**Conventions.** A Bravais lattice of $N$ sites carries $n_{\mathbf R}=1$ for the solute (Al) and $0$ for the solvent (Fe), with mean $c$ and $x\equiv c(1-c)$. The Hamiltonian is $H=\tfrac12\sum_{\mathbf R\ne\mathbf R'}V(\mathbf R-\mathbf R')\,n_{\mathbf R}n_{\mathbf R'}$. In shell $i$ the interaction is $w_i=v_{AA}+v_{BB}-2v_{AB}$, positive when unlike pairs are preferred (Ising $J_i=w_i/4$). Further $V(\mathbf k)=\sum_{\mathbf R}V(\mathbf R)e^{-i\mathbf k\cdot\mathbf R}$, and $\mathbf k=(2\pi/a)(hkl)$ with $a$ the cube edge.

**1. Where $T_0$ comes from.** The mean-field (Bragg–Williams) free energy per site for occupation probabilities $c+\delta_{\mathbf R}$ is
$$f=\tfrac12V(0)c^2+\tfrac12\sum_{\mathbf k\neq0}V(\mathbf k)|\delta_{\mathbf k}|^2+k_BT\,\langle s(c+\delta)\rangle ,\qquad s(n)=n\ln n+(1-n)\ln(1-n),$$
where $\delta_{\mathbf k}=N^{-1}\sum_{\mathbf R}\delta_{\mathbf R}e^{-i\mathbf k\cdot\mathbf R}$ and $\langle\ \rangle$ is a site average. The derivatives needed below are
$$s''=\frac1x,\qquad s'''=-\frac{1-2c}{x^2},\qquad s''''=\frac{2(1-3x)}{x^3}.$$
The quadratic stiffness of a wave is $V(\mathbf k)+k_BT/x$. It first vanishes at the minimum $\mathbf k_0$ of $V(\mathbf k)$, so $k_BT_0=-c(1-c)V(\mathbf k_0)$, the instability temperature of Khachaturyan's static concentration waves. Since $V(\mathbf R=0)=0$, the zone average of $V(\mathbf k)$ is zero and its minimum is negative for any interaction. The choice matters. An on-site term only shifts the chemical potential in the exact problem, because $n^2=n$, yet it would shift the mean-field $T_0$.

**2. What dimensions alone give.** The lattice constant drops out of $f$, and the only energies are $k_BT$ and the $V(\mathbf k)$. A structure built from a few stars depends on $V$ at those stars alone. For B2 and D0$_3$ these are $V_H=V(100)$ and $V_P=V(\tfrac12\tfrac12\tfrac12)$, and at fixed composition everything is a function of
$$c,\qquad \tau=\frac{k_BT}{x|V_H|},\qquad r=\frac{V_P}{V_H}.$$
A fourth ratio, $V(0)/|V_H|$, enters only when the alloy may split into two compositions. Lengths enter only through the curvature of $V(\mathbf k)$. $T_0$ is linear in $c$ at small $c$, with relative correction $-c$, and flat at $c=\tfrac12$.

**3. Special points are stationary, not always extremal.** $V(\mathbf k)$ has the symmetry of the reciprocal lattice, so $\nabla V(\mathbf k_0)$ is invariant under the group of $\mathbf k_0$. If that group leaves no vector invariant, the gradient vanishes for every interaction (the Lifshitz condition). Besides $(000)$, the wave of phase separation, this holds in fcc at $(100)$, $(1\tfrac120)$, $(\tfrac12\tfrac12\tfrac12)$ with groups $D_{4h}$, $D_{2d}$, $D_{3d}$, and in bcc at $H(100)$, $N(\tfrac12\tfrac120)$, $P(\tfrac12\tfrac12\tfrac12)$ with $O_h$, $D_{2h}$, $T_d$. Symmetry does not fix the sign of the curvature. With two shells in bcc,
$$V=8w_1\cos\pi h\cos\pi k\cos\pi l+2w_2(\cos2\pi h+\cos2\pi k+\cos2\pi l),$$
and at a distance $\mathbf q$ from each point:

- $H$: $-8w_1+6w_2+(w_1-w_2)a^2q^2$
- $P$: $-6w_2+w_2a^2q^2-w_1a^3q_xq_yq_z$
- $N$: $-2w_2+a^2[2w_1q_xq_y+w_2(q_x^2+q_y^2-q_z^2)]$

The curvatures at $N$ are $w_2+w_1$, $w_2-w_1$ and $-w_2$, which can never share one sign. $N$ is therefore neither a minimum nor a maximum for two shells. For $w_1,w_2>0$ the global minimum passes from $H$ to $P$ at $w_2/w_1=2/3$, where $r=1$, while $H$ stays a local minimum up to $w_2=w_1$. The same two shells in fcc give $-4w_1+6w_2$, $-4w_1+2w_2$ and $-6w_2$ at the three points in the order above; for $w_1>0$ the lowest changes at $w_2=0$ and $w_2=w_1/2$. With longer range the minimum may leave the special points, and $\mathbf k_0$ then drifts as the interactions change.

**4. The cubic invariant and its coefficient.** The third-order term is $k_BT s'''\langle\delta^3\rangle/6$, and $\langle\delta^3\rangle$ keeps only triples $\mathbf k_1+\mathbf k_2+\mathbf k_3=\mathbf G$, repetition allowed. Reciprocal vectors have indices all odd or all even in fcc and an even index sum in bcc. In fcc $(100)+(010)+(001)=(111)$ qualifies. In bcc the $H$ star has one arm and $(300)$ fails. Three vectors of $(1\tfrac120)$ or of $(\tfrac12\tfrac12\tfrac12)$ always leave a half-integer index and fail too. The bcc $N$ star qualifies, through $(\tfrac12\tfrac120)+(\bar{\tfrac12}0\tfrac12)+(0\bar{\tfrac12}\bar{\tfrac12})=0$. The coefficient carries $1-2c$ and vanishes at $c=\tfrac12$, where a pair Hamiltonian is symmetric under exchange of the species. And the absence of the invariant permits a continuous transition without guaranteeing one.

**5. The invariant that mixes two stars.** In bcc $2\mathbf k_P+\mathbf k_H=(211)$ is a reciprocal vector, so $H$ couples to $P$ at third order. With $\sigma=X+Y+Z$ the sum of the site coordinates in units of $a$,
$$n=c+\eta\cos2\pi\sigma+\zeta_1\cos\pi\sigma+\zeta_2\sin\pi\sigma$$
takes four values, $c+\eta\pm\zeta_1$ on cube corners and $c-\eta\pm\zeta_2$ on centres. B2 has $\zeta_1=\zeta_2=0$, D0$_3$ has $\zeta_2=0$, and B32 has $\eta=0$, $|\zeta_1|=|\zeta_2|$. Perfect Fe$_3$Al is $c=\eta=\tfrac14$, $\zeta_1=\tfrac12$. The ordering energy is $\tfrac12V_H\eta^2+\tfrac14V_P(\zeta_1^2+\zeta_2^2)$, the $\tfrac14$ arising because $\cos\pi\sigma$ vanishes on half the sites. The moments are
$$\langle\delta^2\rangle=\eta^2+\tfrac12(\zeta_1^2+\zeta_2^2),\quad\langle\delta^3\rangle=\tfrac32\eta(\zeta_1^2-\zeta_2^2),\quad\langle\delta^4\rangle=\eta^4+3\eta^2(\zeta_1^2+\zeta_2^2)+\tfrac12(\zeta_1^4+\zeta_2^4).$$
For $c<\tfrac12$, $s'''<0$, so the $P$ wave prefers the solute-rich B2 sublattice.

**6. B2 order at small and large undercooling.** With $n_{a,b}=c\pm\eta$, stationarity gives
$$\ln\frac{n_a(1-n_b)}{n_b(1-n_a)}=\frac{2\eta}{x\tau}.$$
Let $T_1$ denote $\tau=1$ and $\epsilon=1/\tau-1$. To leading order $\eta^2=3x^2\epsilon/(1-3x)$. The ratio $\eta^2/(c^2\epsilon)=3(1-c)^2/(1-3x)$ equals 3 at both $c\to0$ and $c=\tfrac12$, where the equation reduces to $y=\tanh(y/\tau)$ for $y=\eta/c$, and it peaks at 4 for $c=\tfrac13$. At $c=\tfrac14$ the fifth-order term of the logarithm gives
$$\eta^2=\tfrac{27}{112}\,\epsilon\left(1-\tfrac{549}{245}\,\epsilon+\dots\right)=0.241\,\epsilon\,(1-2.24\,\epsilon).$$
The correction reaches 10% at $\epsilon=0.045$, and the leading law passes the ceiling $\eta=c$ at $\tau=27/34=0.794$. Below that crossover the poor sublattice empties exponentially, $n_b\simeq e^{-8/(3\tau)}$, while $n_a\to\tfrac12$.

**7. The second instability is the first one again.** Inside B2 the stiffness of $\zeta_1$ is $\tfrac12[V_P+k_BT/x_a]$ with $x_a=n_a(1-n_a)$, hence
$$k_BT_2=|V_P|\,n_a(1-n_a).$$
This is the rule of comment 1 with the sublattice composition in place of $c$. At $c=\tfrac14$, $x_a$ lies between $3/16$ and $1/4$, so B2 order raises the $P$ instability by at most $4/3$. For small $r$, $n_b\simeq e^{-2/r}$ at $T_2$ and $x_a=\tfrac14-n_b^2$, so
$$T_2/T_1=\tfrac43r\,(1-4e^{-4/r}+\dots).$$
Over all $c$, $T_2$ peaks at $|V_P|/4k_B$, where $n_a=\tfrac12$. Writing $n_b=(1-m)/2$ there turns the B2 equation into $m=\tanh(m/r)$, and the peak sits at $c^*=\tfrac12-\tfrac m4$, which exceeds $\tfrac14$ by about $\tfrac12e^{-2/r}$.

**8. Numbers for Fe$_3$Al.** Take $c=\tfrac14$ and, as approximate typical inputs for alloys near this composition, $T_1=1050$ K for A2–B2 and $T_2=820$ K for B2–D0$_3$. The two interactions are fitted to them. First $|V_H|=\tfrac{16}3k_BT_1=5600$ K$\,\times k_B=483$ meV. At $\tau=0.781$ the B2 equation has the root $\eta=0.199$, so $n_a=0.449$, $n_b=0.051$, $x_a=0.247$ and $|V_P|=3.31\times10^3$ K$\,\times k_B=286$ meV. Thus $r=0.592$. The bare $P$ instability of the disordered alloy would lie at 621 K, and B2 order lifts it by the factor 1.32, close to the bound. The small-$r$ formula gives 0.789 without and 0.786 with its correction, against the 0.781 of the full equation. The Landau series is useless here, its second term being 0.63 of the first; it holds to 10% only within 45 K of $T_1$. The model's D0$_3$ dome peaks at $m=0.912$, $c^*=0.272$, 829 K.

Two temperatures fix two Fourier components and no more. If the interaction is cut at two shells, $w_2=r|V_H|/6=48$ meV, $w_1=(1+r)|V_H|/8=96$ meV, and $w_2/w_1=4r/[3(1+r)]=0.50$. Then $V_N=-95$ meV and $V(0)=(1+2r)|V_H|=2.18\,|V_H|=1.05$ eV. Everything below that uses $V(0)$ or a curvature rests on this cut.

**9. How large $r$ may grow before B2–D0$_3$ turns first order.** A $P$ wave drags $\eta$ through the term $\tfrac14k_BTs'''(n_a)\,\delta\eta\,\zeta_1^2$, against the stiffness $K=V_H+\tfrac12k_BT(1/x_a+1/x_b)$ with $x_b=n_b(1-n_b)$. Eliminating $\delta\eta$ lowers the quartic coefficient $k_BTs''''(n_a)/48$ by $(k_BTs''')^2/32K$, that is, multiplies it by $1-K_c/K$ with
$$K_c=\tfrac34|V_P|\,\frac{1-4x_a}{1-3x_a}\quad\text{at }T_2 .$$
For the fit $K=0.81|V_H|$ and $K_c=0.018|V_H|$. The transition is continuous with a wide margin, because $s'''(n_a)$ nearly vanishes at $n_a\approx\tfrac12$. As $r$ grows, $T_2$ approaches $T_1$, $K$ falls and $K_c$ rises. At $c=\tfrac14$ they meet at $\eta=0.115$, $x_a=0.232$, $r=0.761$, $\tau=0.941$, or $w_2/w_1=0.576$. If the composition may also relax, the $P$ wave couples to $\delta c+\delta\eta$, and inversion of the $2\times2$ stiffness matrix in $(\delta c,\delta\eta)$ replaces $K/|V_H|$ by $(2rB+r^2-2r-1)/(2r+2B)$, with $B=rx_a/x_b$ and the two-shell $V(0)$. This is 0.24 for the fit, still far above $K_c$, and the threshold moves down to $r=0.73$.

**10. At $r=1$ the bcc problem becomes the fcc one.** For $V_H=V_P=V$ the energy is $\tfrac12V\langle\delta^2\rangle$, symmetric under all permutations of the four sublattices. The state $\eta=e$, $\zeta_1=2e$ has occupations $c+3e$ and three times $c-e$. This is also the L1$_2$ state made of the three fcc $(100)$ waves, with the same energy $\tfrac32Ve^2$. The moments are $3e^2$, $6e^3$, $21e^4$, so
$$f-f_{\rm dis}=\tfrac32(V+k_BTs'')e^2+k_BTs'''e^3+\tfrac78k_BTs''''e^4 .$$
Setting this and its derivative to zero gives
$$1-\frac{T_0}{T_c}=\frac2{21}\,\frac{1-4x}{1-3x},\qquad e=\frac27\,\frac{(1-2c)\,x}{1-3x}.$$
Near $c=\tfrac12$ the gap closes as $\tfrac8{21}(1-2c)^2$ and the jump linearly. At $c=\tfrac14$ the quartic form gives $T_c/T_0=147/139=1.058$ and a jump $S=4e=0.245$ in the long-range order parameter. The full entropy gives $|V|S/k_BT=\ln[(1+3S)(3+S)/3(1-S)^2]$, and equal free energies at $S=0.46$, $T_c/T_0=1.09$. The truncated series thus misses the jump by nearly a factor of two. Where a cubic invariant acts, $T_0$ is a limit of undercooling, and $T_c$ is the homogeneous equal-free-energy temperature inside a two-phase field. The $P$ wave holds two thirds of the ordering energy, so $d\ln T_c/dr=\tfrac23$ at fixed $V_H$. A linear extrapolation puts $T_c=T_1$ near $r=0.87$. Below that value a B2 interval opens, bounded from beneath by a first-order line until the threshold of comment 9.

**11. Large $r$.** Now $P$ goes soft first, at $k_BT=x|V_P|$ with $\eta=0$ and $K=|V_P|(1-1/r)$. With $\rho^2=\zeta_1^2+\zeta_2^2$ and $u=\zeta_1^2-\zeta_2^2$, elimination of $\eta$ leaves a quartic term proportional to $\tfrac12\rho^4+(\tfrac12-K_c/K)u^2$, where $K_c$ is taken at $x_a=x$ and equals $\tfrac37|V_P|$ for $c=\tfrac14$. The D0$_3$ direction $u=\pm\rho^2$ has a negative quartic for $K<K_c$, or $r<7/4$. It remains the preferred direction for $K<2K_c$, or $r<7$, and beyond that the B32 direction $u=0$ appears first. In two-shell terms the crossovers lie at $w_2/w_1=0.85$ and $1.17$. These are quartic-order statements at fixed composition. At $c=\tfrac12$, $K_c=0$ and B32 takes over at $r=1$.

**12. Low temperature in D0$_3$.** Call the Al-rich sublattice $\alpha$, its partner $\beta$ and the two centre sublattices $\gamma$, and set $\ell=\ln[n/(1-n)]$. Stationarity gives $\ell_\alpha-\ell_\beta=2|V_P|\zeta_1/k_BT$ and $\tfrac12(\ell_\alpha+\ell_\beta)-\ell_\gamma=2|V_H|\eta/k_BT$. At $c=\tfrac14$ the Fe fraction $y$ on $\alpha$ equals $n_\beta+2n_\gamma$, and near perfect order
$$y^2=e^{-|V_P|/k_BT}\left[1+2e^{-(|V_H|-|V_P|)/2k_BT}\right].$$
For $r<1$ displaced Al goes mainly to $\beta$, which keeps the B2 order intact. The feedback of $y$ on $\zeta_1$ changes $y$ by a relative amount of order $y|V_P|/k_BT$. The model gives $y=0.004$ at 300 K, with that parameter at 0.045. This is an equilibrium figure at a temperature where diffusion would not reach it.

**13. When A2–B2 opens into a two-phase field.** Write $f=f_0(c)+\tfrac12A\eta^2+\tfrac14b\eta^4$ with $A=V_H+k_BTs''$ and $b=k_BTs''''/6$. Minimising gives $f_0-A^2/4b$, whose curvature in $c$ just below $T_1$ is $V(0)+k_BTs''-3k_BTs'''^2/s''''$. The line stays continuous while
$$1+\frac{V(0)}{|V_H|}>\frac32\,\frac{1-4x}{1-3x}.$$
The right side never exceeds $\tfrac32$ and is $\tfrac67$ at $c=\tfrac14$, where a tricritical point needs $V(0)=-|V_H|/7$. The two-shell fit, with $+2.18$, is nowhere near it.

**14. Lengths and the Ginzburg number.** Above $T_1$ the diffuse intensity has the Krivoglaz–Clapp–Moss form $\alpha(\mathbf k)=[1+xV(\mathbf k)/k_BT]^{-1}$. Near $H$ this gives $\xi=\xi_0t^{-1/2}$ with $t=(T-T_1)/T_1$ and $\xi_0^2=(w_1-w_2)a^2/|V_H|=(3-r)a^2/24$. For the $P$ wave on its simple cubic sublattice $\xi_0=a/\sqrt6$ for any $r$. With a typical $a\approx2.9$ Å these are $0.317a=0.92$ Å and $0.408a=1.18$ Å, both well below a bond length. Fluctuations shift the stiffness $|V_H|t$ by $3b\langle\delta\eta^2\rangle$. The singular part of $\langle\delta\eta^2\rangle=vk_BT\int d^3q\,(2\pi)^{-3}[|V_H|(t+\xi_0^2q^2)]^{-1}$ is $-vk_BT\sqrt t/(4\pi|V_H|\xi_0^3)$, with $v$ the volume per site. It matches the mean-field term at
$$\sqrt{t_G}=\frac{1-3x}{x}\,\frac{v}{4\pi\xi_0^3}.$$
This is 2.9 for B2 ($v=a^3/2$) and 1.2 for D0$_3$ ($v=a^3$, $x\to x_a$). The prefactor depends on the definition, but values of order one say that neither transition has a window for the exponent $\tfrac12$. Since $t_G\propto\xi_0^{-6}$, a window needs interactions of several lattice spacings. At small $c$, $t_G$ grows as $c^{-2}$.

**15. How far $T_0$ itself moves.** Replace $V(\mathbf k)$ in $\alpha(\mathbf k)$ by $V(\mathbf k)-\Lambda$ and fix $\Lambda$ by the sum rule $\langle\alpha\rangle_{\mathbf k}=1$ (the Onsager or spherical closure). At the divergence $\alpha=k_BT/x[V(\mathbf k)-V(\mathbf k_0)]$, so
$$\frac{T_0}{T_c}=\left\langle\frac{1}{1+V(\mathbf k)/|V(\mathbf k_0)|}\right\rangle=1+\frac{\sum_iz_iw_i^2}{V(\mathbf k_0)^2}+\dots$$
with $z_i$ the shell coordination. For nearest neighbours alone the leading term is $1/z=0.125$. The Bethe value at $c=\tfrac12$, $T_c/T_0=2/\{z\ln[z/(z-2)]\}=1-1/z-1/3z^2-\dots$, shares that term and equals 0.869 for $z=8$. The full zone average is Watson's bcc integral $\Gamma(\tfrac14)^4/4\pi^3=1.393$, giving 0.718. The second shell opposes B2, and the leading term grows to $(1+r)^2/8+r^2/6=0.38$ for the fit, too large for the series to be cut there. The fitted $V_H$ and $V_P$ are thus effective mean-field quantities. A Bethe or spherical treatment would need interactions larger by tens of per cent to reach the same temperatures, and the third figures above describe the equations, not the alloy.

**16. Magnetism rivals the ordering energy.** At full order the model gains $|V_H|/32=15$ meV per atom from the $H$ wave and $|V_P|/16=18$ meV from the $P$ wave. A two-state mean-field ferromagnet gains $\tfrac12k_BT_C$ per moment. With a Curie temperature of order 750 K as a typical input and three quarters of the sites magnetic, that is 24 meV per atom. It depends on composition and on order, so it acts on $V(0)$, $V_H$ and $V_P$ alike. With constant $V_H$ the model's A2–B2 line rises by 28 K per at.% at $c=\tfrac14$ and tops out at 1400 K. As typical knowledge, the line of the real alloy is steeper there by roughly a factor of two, and just on the Fe-rich side it gives way to A2+B2 and A2+D0$_3$ fields that the non-magnetic pair model of comment 13 lacks.

**17. The same bound for Fe$_3$Si.** This D0$_3$ silicide is grown on Ge and GaAs as a ferromagnetic contact. Its B2 interval lies close to melting, so $T_1$ is poorly defined as an input. Comment 7 makes it nearly unnecessary. With $T_2\approx1400$ K as an approximate typical input, $3/16\le x_a\le1/4$ brackets $|V_P|$ between 483 and 643 meV. If the transition is continuous, comment 9 requires $x_a\ge0.232$, and the upper end drops to 520 meV. The model's two-shell $w_2=|V_P|/6$ then lies between 80 and 87 meV, an effective value subject to the fluctuation shift of comment 15.